The crystal is cut on a (111) plane that runs between two layers of aluminium, and the halves are moved as rigid blocks. The opening is counted from their natural distance, so the negative row presses them together. The separation energy is the cost per area of the cut. The traction is its slope: the pull per area needed to hold the gap open, or, where negative, the push needed to keep the halves squeezed together.

Al2Cu, 9 atoms in the cell, fluorite or antifluorite type, space group Fm-3m (225), conventional a = 5.726 Å, 15.65 Å³ an atom. Rigid opening of a crystal across a plane by lengthening cell vector c along the normal, one cut a cell, unrelaxed. Ansatz 0.2.0, plane-wave PAW, scalar-relativistic; functional PBEsol; no spin polarisation; cutoff 420 eV; k mesh 13×13×5; Gaussian smearing of 0.15 eV.

| opening (Å) | separation energy (mJ/m²) | traction (GPa (slope of the separation energy)) |
| --- | --- | --- |
| -0.3 | 611 | -49.60 |
| 0 | 0 | 0.31 |
| 0.5 | 651 | 18.53 |
| 1 | 1529 | 15.30 |
| 2 | 2518 | 5.61 |
| 3 | 2856 | 1.71 |
| 6 | 2959 | 0.01 |

### Row −0.3 Å: why does a small squeeze cost so much?

Closing the gap by 0.3 Å costs 611 mJ/m², nearly as much as opening it by 0.5 Å. For equal displacements the contrast is plainer: interpolating between the rows puts an opening of 0.3 Å at about half that cost. A simple spring would charge the same in both directions.

The difference comes from two influences of unequal reach. The attraction is metallic bonding, electrons shared across the cut, and it changes gently with distance. The repulsion arises because electrons squeezed into less room gain kinetic energy, while the Pauli principle keeps them out of states that are already filled, such as those of the inner shells. This cost climbs steeply. The squeeze shortens the Al–Cu bonds across the cut from 2.48 to 2.18 Å, well into the steep part. This division is standard theory; the calculation gives only the total.

### Row 0: why does the undisturbed crystal pull at all?

It shouldn't. At the natural distance attraction and repulsion balance, and the traction should vanish, yet the table has 0.31 GPa. The stress behind it differs between directions that are equivalent in a cubic crystal, so it is a numerical error. The likely source is the k mesh, which doesn't treat those directions alike.

The error is useful, because it shows how far to trust the traction column. It is under 2 % of the largest pull in the table and would shift the balance point by only a few thousandths of an ångström. Differences of a few tenths of a gigapascal between tractions should therefore be given no meaning.

### Rows 0.5 and 1 Å: why is the pull strongest after the gap has begun to open?

The pull is of the order of 20 GPa, and the largest listed value, 18.53 GPa, belongs to the 0.5 Å row. It starts from balance, so it has to grow before it can fade. As the gap opens, the steep repulsion dies away first and leaves the attraction less and less opposed. Further out the attraction itself weakens, and by 1 Å the traction is already lower.

This isn't the strength of a real piece of material. Here every bond across the plane is stretched at the same moment, whereas real solids usually fail at much lower stress, through cracks and other defects that concentrate the load.

### Rows 2 and 3 Å: how far does the bonding reach?

It reaches a few ångströms. At 2 Å the crystal has already paid 85 % of the full cost of separation. From there to 3 Å the traction drops from 5.61 to 1.71 GPa, a factor of about three for one more ångström.

Such a rapid fall is what theory expects when two metal surfaces part. Electrons leak out of a metal only as a tail that decays exponentially, and the bonding needs the tails from both sides to overlap. For a work function of roughly 4 eV, a typical size for metals, the decay length of the electron waves is about 1 Å. That accounts for the scale of the fall, though not for its exact value.

### Row 6 Å: what does the final energy measure?

It measures the cost of two new surfaces, about 3 J/m² together. The traction has vanished within its error, so in this calculation the halves no longer feel each other across the gap. PBEsol leaves out the weak van der Waals attraction that would reach further. Both faces are aluminium and equivalent by symmetry, which allows the 2959 mJ/m² to be halved: one surface costs about 1.5 J/m².

The same cost can be read in terms of bonds. Each surface cell, 14.2 Å² in area, takes 2.6 eV to separate. The geometry shows that this severs two Al–Cu bonds and three longer Al–Al contacts. The calculation doesn't say how the energy is shared among them.

The last digits of the plateau describe this particular setup. Removing the effect of the smearing would raise it by about 17 mJ/m², which hardly matters. The PAW datasets were made for the functional PBE, not for PBEsol, and the effect of this mismatch wasn't tested. The block between the surfaces is only three Al–Cu–Al layers thick, and no thicker one was tried. The cubic crystal is also not the tetragonal form that Al₂Cu takes at equilibrium, so the value shouldn't be carried over to that form.

### All rows: can one strength and one length describe the whole separation?

They can, to within a few per cent of the full cost. Let W be the energy of complete separation, d the opening and s the decay length of the attraction. Suppose that the attraction contributes −2W exp(−d/s) and that the repulsion, fading twice as fast, contributes +W exp(−2d/s). At d = 0 their slopes cancel and their sum is −W. Counting the energy from there gives the Morse curve:

E = W [1 − exp(−d/s)]²

Its slope is the traction, (2W/s) [exp(−d/s) − exp(−2d/s)]. This is largest when exp(−d/s) has fallen to one half, and the peak is then W/(2s). A fit to the energies of the five opened rows gives W = 2973 mJ/m² and s = 0.79 Å. The estimate reads:

peak traction = 2973 / (2 × 0.79) ≈ 1880 mJ/m² per Å ≈ 18.8 GPa

The last step uses 1 mJ/m² per Å = 0.01 GPa. The peak lies at an opening of about 0.55 Å, between two rows of the table.

The tractions were not used in the fit, so they test it. For the opened rows the curve meets them to within about 0.2 GPa, no worse than the error seen in the undisturbed crystal. The squeezed row was also left out, because repulsion governs it, and its energy is predicted 4 % too high. Among the opened rows the curve is weakest in the tail: at 3 Å its energy is 15 mJ/m² too low, a noticeable part of the 103 mJ/m² still to be paid beyond that point.

Success of this kind doesn't prove the assumed split into two exponentials. The universal binding curve, W [1 − (1 + d/l) exp(−d/l)] with its own length l, has a different form and describes the opened rows almost as well, with an rms miss of 12.9 against 8.53 mJ/m², though it does worse for the squeezed row. It also puts the peak at 18.8 GPa. The height of the peak is therefore better founded than either formula; the output below compares the two.

### What would change if the atoms could move, or if an element were replaced?

Letting the atoms move would lower the plateau. At 6 Å the outermost aluminium atoms are drawn inward by 0.44 eV/Å, because each has lost neighbours on one side and the blocks were kept rigid. Relaxation would let the atoms follow such forces to a lower energy, so 1.5 J/m² is an upper bound for this surface at the present settings. The size of the reduction wasn't calculated.

For another element, the relation W/(2s) shows what to ask. Stronger bonding across the plane raises W, and with the same decay length the peak pull rises in proportion. A bond of longer reach spreads the same energy over a wider opening and lowers the peak: with s 10 % longer, the pull falls by about 9 %. Two crystals can thus cost the same to separate and still differ in how hard they must be pulled. The surface energy alone doesn't fix the ideal cleavage stress; the range of the bonding is needed too.

Output of the analysis:

```
fit of separation_energy on 5 rows (opening > 0): coefficient of 1-(1+opening/s)*exp(-opening/s) 2952 +/- 9.6, s 0.5775; rms 12.9, worst 2.0 21.4, leave-one-out rms 20.4
  rows outside the fit (model, value, miss): -0.3 567.3, 611, -43.7; 0.0 0, 0, 0
fit of separation_energy on 5 rows (opening > 0): coefficient of (1-exp(-opening/s))**2 2973 +/- 6.4, s 0.79; rms 8.53, worst 3.0 -14.9, leave-one-out rms 14.7
  rows outside the fit (model, value, miss): -0.3 634.3, 611, 23.3; 0.0 0, 0, 0
Share of plateau and misses (curve less computed):
   row  share %  universal mJ/m2  Morse mJ/m2  universal GPa  Morse GPa
  -0.3    20.65           -43.66        23.33          4.955     -1.225
   0.0        0                0            0          -0.31      -0.31
   0.5       22           -16.18        2.817        0.09105     0.2138
   1.0    51.67           -4.158        3.609         0.3683   -0.06037
   2.0     85.1            21.43        0.908        -0.0634    -0.1003
   3.0    96.52           -5.182       -14.88        -0.2374   -0.05985
   6.0      100           -7.801        10.98       0.006332    0.02784
Peak traction by universal curve, GPa: 18.81
Peak traction by Morse curve, GPa: 18.82
Opening at the peak by universal curve, angstrom: 0.5775
Opening at the peak by Morse curve, angstrom: 0.5476
Energy of one unrelaxed surface, mJ/m2: 1480
Work of separation per surface cell, eV: 2.622
Energy still gained from 3 to 6 angstrom, mJ/m2: 103
Cost of closing by 0.3 over opening by 0.3 (universal curve): 2.152
Cost of closing by 0.3 over opening by 0.3 (Morse curve): 2.059
Numerical traction at zero opening, % of largest sampled: 1.673
Shift of the zero that this traction amounts to, angstrom: 0.003502
Rise of the plateau on going to zero smearing, mJ/m2: 16.68
Traction of row 0.5 rebuilt from stress and forces, GPa: 18.53
```
